## Appendix: Migration coupling on a ring electrode in five modes

### A.1 Model and conventions

Accelerating potential fronts were reported for S$_2$O$_8^{2-}$ + 2e$^-$ → 2SO$_4^{2-}$ on a silver ring by Flätgen and Krischer (1995). Anodic current is counted positive, so the faradaic current density $j(\phi)$ is negative, $\phi$ being the double-layer potential. Negative of the potential of zero charge the anion is repelled (Frumkin effect) and $|j|$ falls as $\phi$ is lowered. This gives a range with $j'=dj/d\phi<0$.

The ring has circumference $L$, width $b\ll L$ and area $A=Lb$, and lies at $z=0$. Insulating walls confine the electrolyte (uniform conductivity $\sigma$) to the thin shell above the ring, so its potential $\Phi(x,z)$ depends only on the arc length $x$ and on $z$. The plane $z=w$ is an equipotential, $\Phi=0$, holding the counter and reference electrodes. A resistance $R_e$ lies in series with the ring; $R_e<0$ represents electronic ohmic compensation. Then

$$C\,\partial_t\phi=-j(\phi)+j_m,\qquad j_m=-\sigma\,\partial_z\Phi|_{z=0},\qquad \nabla^2\Phi=0,\tag{A1}$$

$$U=\phi+\Phi(x,0)+R_eA\langle j_m\rangle,\tag{A2}$$

where $\langle\cdot\rangle$ is the ring average and $U$ is fixed.

Illustrative inputs are $L=2\pi\times1$ cm, $b=0.05$ cm ($A=0.314$ cm$^2$) and $j'=-0.70$ mS cm$^{-2}$, with typical $\sigma=0.5$ mS cm$^{-1}$ and $C=20$ µF cm$^{-2}$. The charge relaxation time $\varepsilon_r\varepsilon_0/\sigma$ is 14 ns for $\varepsilon_r\approx78$, so Laplace's equation holds at each instant. Concentrations are frozen, and $j'$ is the slope at fixed concentration.

### A.2 Dispersion relation

Perturb a uniform steady state by $u=u_n\cos q_nx$, $q_n=2\pi n/L$; sine modes are degenerate with cosine modes. For $n\ge1$ the mode carries no net current, and (A2) gives $\delta\Phi(x,0)=-u$. The solution of Laplace's equation that vanishes at $z=w$ is

$$\delta\Phi=-u_n\cos q_nx\,\frac{\sinh q_n(w-z)}{\sinh q_nw},$$

so $\delta j_m=-\sigma q_n\coth(q_nw)\,u$. For $n=0$, $\delta\Phi$ is linear in $z$ with $\delta\Phi(0)=(w/\sigma)\,\delta j_m$, and (A2) gives $u=-(w/\sigma+AR_e)\,\delta j_m$. Hence $u_n\propto e^{s_nt}$ with

$$s_n=-\frac{j'+G_n}{C},\qquad G_{n\ge1}=\sigma q_n\coth q_nw,\qquad G_0=\frac{1}{w/\sigma+AR_e}.\tag{A3}$$

The resistance enters multiplied by the area. The linear problem is diagonal in $n$, so the five modes $n=0,\pm1,\pm2$ form an exact closed subsystem. For $R_e=0$, $G_0=\sigma/w$ is the $q\to0$ limit of $G_n$, and the spatial coupling is the remainder:

$$G(q)-\frac{\sigma}{w}=\begin{cases}\dfrac{\sigma w}{3}q^2\left(1-\dfrac{q^2w^2}{15}+\dots\right), & qw\ll1,\\[2mm] \sigma\left(|q|-\dfrac1w\right)+2\sigma|q|e^{-2|q|w}+\dots, & qw\gg1.\end{cases}\tag{A4}$$

With $q_1=1$ cm$^{-1}$ and $R_e=0$ (conductances in mS cm$^{-2}$):

| $w$ / cm | $G_0$ | $G_1$ | $G_2$ | $G_1-G_0$ | $G_2-G_0$ | ratio |
|---|---|---|---|---|---|---|
| 0.2 | 2.500 | 2.533 | 2.632 | 0.0332 | 0.1319 | 3.97 |
| 3 | 0.167 | 0.502 | 1.000 | 0.336 | 0.833 | 2.48 |

In the shallow cell the quadratic term gives 0.0333 and 0.1333, ratio 4. The potential spreads as by diffusion with $D_\phi=\sigma w/3C=1.67$ cm$^2$ s$^{-1}$. In the deep cell that term would give 0.50 and 2.0, whereas the linear form gives 0.333 and 0.833. A symbol $|q|$ is not a polynomial in $q^2$, so no local differential operator produces it.

### A.3 External resistance and compensation

Only $G_0$ depends on $R_e$, so relative to $R_e=0$ the migration current gains the term $\gamma\langle u\rangle$ with $\gamma=\sigma/w-G_0$. Equivalently,

$$\delta j_m=-G_0u-\gamma\,(u-\langle u\rangle)-\left(\hat G-\frac{\sigma}{w}\right)u,\tag{A5}$$

where $\hat G$ multiplies each mode by $\sigma q\coth qw$ (by $\sigma/w$ at $q=0$). The first term is the load line of a point electrode with the full series resistance. For $R_e>0$, $\gamma>0$ pulls every point toward the mean (synchronising). For $-w/\sigma<AR_e<0$, $\gamma<0$ pushes it away (desynchronising). For the deep cell, $w/\sigma=6.0$ kΩ cm$^2$:

| $AR_e$ / kΩ cm$^2$ | $R_e$ / kΩ | $G_0$ | $\gamma$ | $s_0$ / s$^{-1}$ | $s_1$ / s$^{-1}$ | $s_2$ / s$^{-1}$ |
|---|---|---|---|---|---|---|
| 0 | 0 | 0.167 | 0 | 26.7 | 9.9 | $-15.0$ |
| 4.0 | 12.7 | 0.100 | 0.067 | 30.0 | 9.9 | $-15.0$ |
| $-4.8$ | $-15.3$ | 0.833 | $-0.667$ | $-6.7$ | 9.9 | $-15.0$ |

At a given operating point $s_1$ and $s_2$ do not move; the two terms describe the ranking of $s_0$ against them. For $R_e\ge0$, $G_0<G_1$, and the uniform mode is the first to lose stability as $j'$ becomes more negative. The order reverses at $G_0=G_1$, which is reached when the compensated fraction of $w/\sigma$ equals $1-\tanh(q_1w)/q_1w$, here 67 %. At 80 % (last row) only $n=\pm1$ grows: one half of the ring rises in potential and the other falls at constant total current.

### A.4 Real-space kernel and front acceleration

On a straight strip with $R_e=0$,

$$\delta j_m=-\frac{\sigma}{w}u(x)+\int H(x-x')\,[u(x')-u(x)]\,dx',\qquad H(x)=\frac{\pi\sigma}{4w^2\sinh^2(\pi x/2w)},\tag{A6}$$

because $\int H(x)(1-\cos qx)\,dx=\sigma(q\coth qw-1/w)$. The kernel falls as $\sigma/\pi x^2$ for $|x|\ll w$ and as $e^{-\pi|x|/w}$ beyond. On the ring it is summed over images spaced by $L$.

Take a domain of length $fL$ at $u=\Delta u$ in surroundings at $u=0$. At a small distance $d$ outside or inside an edge, (A6) gives $\pm\sigma\Delta u/\pi d+J(f)$. The singular part is the same for every $f$ and shapes the front. The finite part, with the term $\gamma\langle u\rangle$ added and $\beta=\pi L/2w$, is

$$\frac{J}{\Delta u}=\gamma f+\frac{\sigma}{2w}\Big\{-\coth\beta f+\sum_{m\ge1}\big[\coth\beta(m-f)-\coth\beta(m+f)\big]\Big\}.\tag{A7}$$

Consider one front narrow compared with the domain, moving at speed $v$. Multiply (A1) by $\partial_xu$ and integrate across it. The antisymmetric singular part drops out, leaving $Cv\int(\partial_xu)^2dx=\int_0^{\Delta u}[J-\delta j(u)]\,du$, with $\delta j$ the faradaic current measured from that of the surroundings. At fixed front shape $v$ is linear in $J$, so the front accelerates when $J/\Delta u$ grows with $f$.

*Shallow cell.* For $R_e=0$ the images are negligible until the fronts nearly meet, and $J=-(\sigma\Delta u/2w)\coth\beta f$. This lies within 0.4 % of its plateau once the domain is longer than $2w$ ($f>0.064$). The speed is then constant, as for a reaction–diffusion front.

*Deep cell.* The Fourier series of the step profile gives the same quantity as $-G_0f-\sum_{n\ge1}G_n\sin(2\pi nf)/\pi n$. With $G_n=\sigma q_n$ and the Abel sum $\sum\sin 2\pi nf=\tfrac12\cot\pi f$,

$$\frac{J}{\Delta u}\simeq-\frac{\sigma}{L}\cot\pi f-G_0f,\qquad \frac{1}{\Delta u}\frac{dJ}{df}\simeq\frac{\sigma q_1}{2\sin^2\pi f}-G_0.\tag{A8}$$

For an illustrative $\Delta u=0.3$ V, (A8) differs from (A7) by at most 0.24 µA cm$^{-2}$ at $w=3$ cm. Values of $J$ in µA cm$^{-2}$ from (A7):

| $AR_e$ / kΩ cm$^2$ | $f=0.1$ | 0.25 | 0.5 | 0.75 | 0.9 |
|---|---|---|---|---|---|
| 0 | $-79$ | $-37$ | $-25$ | $-13$ | 29 |
| 4.0 | $-77$ | $-32$ | $-15$ | 2 | 47 |
| $-4.8$ | $-99$ | $-87$ | $-125$ | $-163$ | $-151$ |

Since $H>0$, $J$ rises with $f$ whenever $R_e\ge0$. In the deep cell the rise persists round the whole ring, even with no resistor, and a resistor steepens it by $\gamma\Delta u$. The slope is smallest at $f=1/2$ and changes sign at $G_0=\sigma q_1/2=0.250$ mS cm$^{-2}$ by (A8), or 0.255 mS cm$^{-2}$ by (A7), which is 35 % compensation. Beyond this the fronts decelerate around $f=1/2$. If $U$ places $v=0$ in that range, a stationary domain is stable against changes of its length.

### A.5 Comparison with the general statement, and limits

The five modes reproduce each part of the general result: the rates (A3), the $q^2$ and $|q|$ regimes, and a resistance acting on $n=0$ alone, with the sign of $\gamma$ set by the sign of $R_e$. Section A.4 adds that compensation turns front acceleration into deceleration at 35 %, before the linear modes exchange order at 67 %.

Three neglected effects have sizes that matter.

1. *Profile.* Equation (A7) is exact for a two-level profile only. If the outer branches have slope $g=2$ mS cm$^{-2}$ (illustrative), the plateaux shift by a fraction of order $|J|/g\Delta u$, 0.13 for 79 µA cm$^{-2}$. The front width is of order $\ell=\sigma/g=0.25$ cm, against a domain or gap of 0.63 cm at $f=0.1$ or 0.9, so those columns are marginal. With $\int(\partial_xu)^2dx\approx\Delta u^2/\ell$, the rise of 12 µA cm$^{-2}$ between $f=0.5$ and 0.75 ($R_e=0$) adds $\ell\,\Delta J/C\Delta u\approx0.5$ cm s$^{-1}$, an order-of-magnitude estimate.
2. *Concentration.* A typical diffusion layer of 30 µm with $D\approx10^{-5}$ cm$^2$ s$^{-1}$ relaxes in $\delta^2/D=0.9$ s. This is 6 times the slowest tabulated time $1/|s_n|=0.15$ s. A front moving at about 1 cm s$^{-1}$ needs 3 s for half the ring, so depletion behind it cannot be neglected in a quantitative speed.
3. *Geometry.* Without walls the current spreads sideways. A line current $\lambda\cos qx$ on an insulating plane under a half-space gives $\Phi=\lambda K_0(qr)\cos qx/\pi\sigma$, with $K_0$ the modified Bessel function, and a strip with $qb\ll1$ acts as a line of radius $b/4$. Then $G\approx\pi\sigma/[b\,K_0(qb/4)]$, which is 7.0 and 8.3 mS cm$^{-2}$ at $q=1$ and 2 cm$^{-1}$ for a straight strip, against 0.502 and 1.000 in the shell. The $q$-dependence is logarithmic, so the $\coth$ form is not quantitative for a narrow open ring. That $R_e$ affects only the uniform mode rests on symmetry and survives.